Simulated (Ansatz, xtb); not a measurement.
**C5H9BO2: which of two isomers lies lower**

Structure X: `C=C1CB(O)O[C@@H]1C`, a singlet. Structure Y: `C=C/C(C)=C/B(O)O`, a singlet. Both are isolated molecules in the gas phase, relaxed with B3LYP/def2-SVP; the shapes shown needn't be the lowest conformers.

X (Å):

```xyz
17

C    -1.3929    0.8049    2.4699
C    -0.6374    0.3778    1.4539
C     0.5052    1.1070    0.7747
C    -0.7505   -1.0143    0.8277
C    -1.8837   -1.1489   -0.1870
B     1.2677   -0.1118    0.1118
O     2.4888   -0.0913   -0.4771
O     0.5123   -1.2530    0.1767
H    -1.2710    1.8066    2.8921
H    -2.1607    0.1673    2.9204
H     0.1363    1.7815   -0.0227
H     1.0977    1.7325    1.4598
H     2.7397   -0.9570   -0.8278
H    -0.8716   -1.7840    1.6093
H    -1.8449   -2.1366   -0.6724
H    -1.8048   -0.3754   -0.9676
H    -2.8592   -1.0382    0.3107
```

Y (Å):

```xyz
17

C     0.5214    1.8562    2.6881
C    -0.3319    1.9154    1.6518
C    -0.5148    0.8935    0.6075
C     0.3338   -0.3503    0.6973
C    -1.4298    1.1222   -0.3734
B    -1.8508    0.2545   -1.5985
O    -1.2835   -0.9715   -1.8523
O    -2.8229    0.7961   -2.4038
H     1.1850    1.0036    2.8539
H     0.5816    2.6714    3.4138
H    -0.9676    2.8028    1.5496
H     0.1580   -0.8692    1.6553
H     1.4058   -0.0891    0.6754
H     0.1261   -1.0465   -0.1214
H    -1.9692    2.0761   -0.3008
H    -1.6169   -1.4239   -2.6364
H    -3.0833    0.2594   -3.1616
```

Estimate E(Y) − E(X) at the level CCSD(T)/def2-SVP + ΔMP2/def2-TZVPP.

Calculated at CCSD(T)/def2-SVP + ΔMP2/def2-TZVPP: E(Y) − E(X) = +0.261 eV, so structure X lies lower.

How the difference moves with the method:

| level | geometry | E(Y) − E(X) (eV) | departure from the last row (eV) | job, with rough time for the two |
| --- | --- | --- | --- | --- |
| GFN2-xTB | GFN2-xTB | +1.026 | +0.765 | optimisation, 0.79 s |
| HF/STO-3G | GFN2-xTB | +2.142 | +1.881 | single point, 1.1 s |
| r2SCAN-D4/def2-SVP | GFN2-xTB | +0.411 | +0.150 | single point, 6.3 s |
| B3LYP/def2-SVP | B3LYP/def2-SVP | +0.314 | +0.053 | optimisation, 2 min |
| HF/def2-SVP | B3LYP/def2-SVP | +0.378 | +0.117 | part of the CCSD(T) run |
| MP2/def2-SVP | B3LYP/def2-SVP | +0.434 | +0.173 | part of the CCSD(T) run |
| CCSD(T)/def2-SVP | B3LYP/def2-SVP | +0.410 | +0.149 | single point |
| CCSD(T)/def2-SVP + ΔMP2/def2-TZVPP | B3LYP/def2-SVP | +0.261 |  | single point, 4.1 min |

As drawn, Y has 1 C=C, 1 O–H in place of 1 C–C, 1 C–O, 1 C–H. Structure X has a 5-membered ring, Y no ring.

None of the levels shown reverses the order. The largest departure from CCSD(T)/def2-SVP + ΔMP2/def2-TZVPP is that of HF/STO-3G, 1.881 eV. The last row adds to CCSD(T) the change of the MP2 difference between the two basis sets, here −0.149 eV, a large step that makes the value less sure.

With thermal terms from frequencies at re-optimised GFN2-xTB minima (ideal gas, soft modes damped towards free rotors, one conformer each, 298.15 K, 1 atm): the zero-point term adds −0.062 eV; ΔH is +0.232 and ΔG +0.157 eV.

The correlated steps freeze 8 core orbitals. Mirror images aren't counted in ΔG. Run with Ansatz 0.2.0, xtb 6.7.1; the last row on 2 threads of Intel(R) Xeon(R) Processor @ 2.70GHz on a shared host.

The cyclic boronic ester X lies below the open dienylboronic acid Y, by a modest margin. Closing the ring formally adds an O–H bond across a C=C bond, trading a π bond for σ bonding, which is normally downhill. Both isomers keep one B–C and two B–O bonds, so boron's π bonding with oxygen largely cancels. The gain is probably held down by the loss of Y's diene conjugation, which extends towards the empty boron p orbital, and by some ring strain.

In def2-SVP, HF, MP2 and CCSD(T) agree closely, so the difference depends more on the basis than on correlation. The minimal basis exaggerates the preference for X, as expected when π bonds and polar bonds are given too little flexibility. B3LYP's closeness to the final value probably owes something to cancelling functional and basis errors, since CCSD(T) in the same basis gives +0.410 eV. Free energy narrows the gap further, consistent with the floppier open chain having more entropy. The ordering says nothing about the barrier to cyclisation.
